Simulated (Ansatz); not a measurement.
# A substitution series on Ga: NH2 to Br

Gas-phase molecules. On one Ga centre, n of the NH2 ligands are replaced by Br. The atomisation energy (no zero-point term) y in kJ/mol at CCSD(T)/def2-TZVPP. Shapes: PBE0-D4/def2-TZVP. Programs: Ansatz 0.2.0.

```
  molecule  n  y (kJ/mol)
  Ga(NH2)3  0        3159
Ga(NH2)2Br  1        2442
Ga(NH2)Br2  2           ?
     GaBr3  3         961
```

Fit y = c + s·n to the known rows and predict Ga(NH2)Br2.


1. Means of the 3 rows: n = 1.33333, y = 2187.3.
2. Σ(Δn)² = 4.6667, Σ(Δn·Δy) = -3424.3, so the slope is -3424.3/4.6667 = -733.77.
3. Intercept: 2187.3 − (-733.77) × 1.33333 = 3165.7. The largest residual of the fit is 10.
4. Ga(NH2)Br2: 3165.7 + (-733.77) × 2 = 1698 kJ/mol.

The run gave 1709 kJ/mol, so the prediction is off by -11 kJ/mol, about the largest residual. The steps per swap are -717, -733, -748 kJ/mol. The slope is the difference between a Ga–Br and a Ga–NH2 bond with the ligands’ own bonds. Other levels give for Ga(NH2)Br2: SPW92/def2-TZVPP 2021; PBE-D4/def2-TZVPP 1773; CCSD(T)/def2-SVP 1615 kJ/mol. Spin-orbit coupling of the free atoms (NH2 0, Br 15 kJ/mol each; the atoms kept shift only the intercept) is left out. Coupled cluster in double- or triple-zeta sets underbinds by a few per cent against its basis-set limit. Relativity is left out for Br, Ga. Outer-core shells of Br, Ga are correlated, in sets that cover them unevenly.

The atomisation energy falls steeply with each swap mainly because every NH2 takes two strong N–H bonds with it, whereas Br has no internal bonds to lose. The slope therefore doesn't show that Ga–Br is weaker than Ga–N.

The slope also contains the difference between the Ga–Br and Ga–N bonds; the small departure from a straight line shows how the ligands on gallium influence one another. The loss grows steadily from 717 to 748 kJ/mol, so both mixed molecules are bound more strongly than interpolation between Ga(NH2)3 and GaBr3 would give, and the linear prediction for Ga(NH2)Br2 comes out too low. Ligand redistribution from the two end members to the mixed species is thus favourable in electronic energy. A likely reason is π donation from nitrogen into the formally empty 4p orbital of Ga: three amides compete for it, while a single amide beside two electron-withdrawing, weakly donating bromides has it largely to itself, making the last NH2 the costliest to replace. The energies alone can't separate this from the changing polarity of the σ bonds.
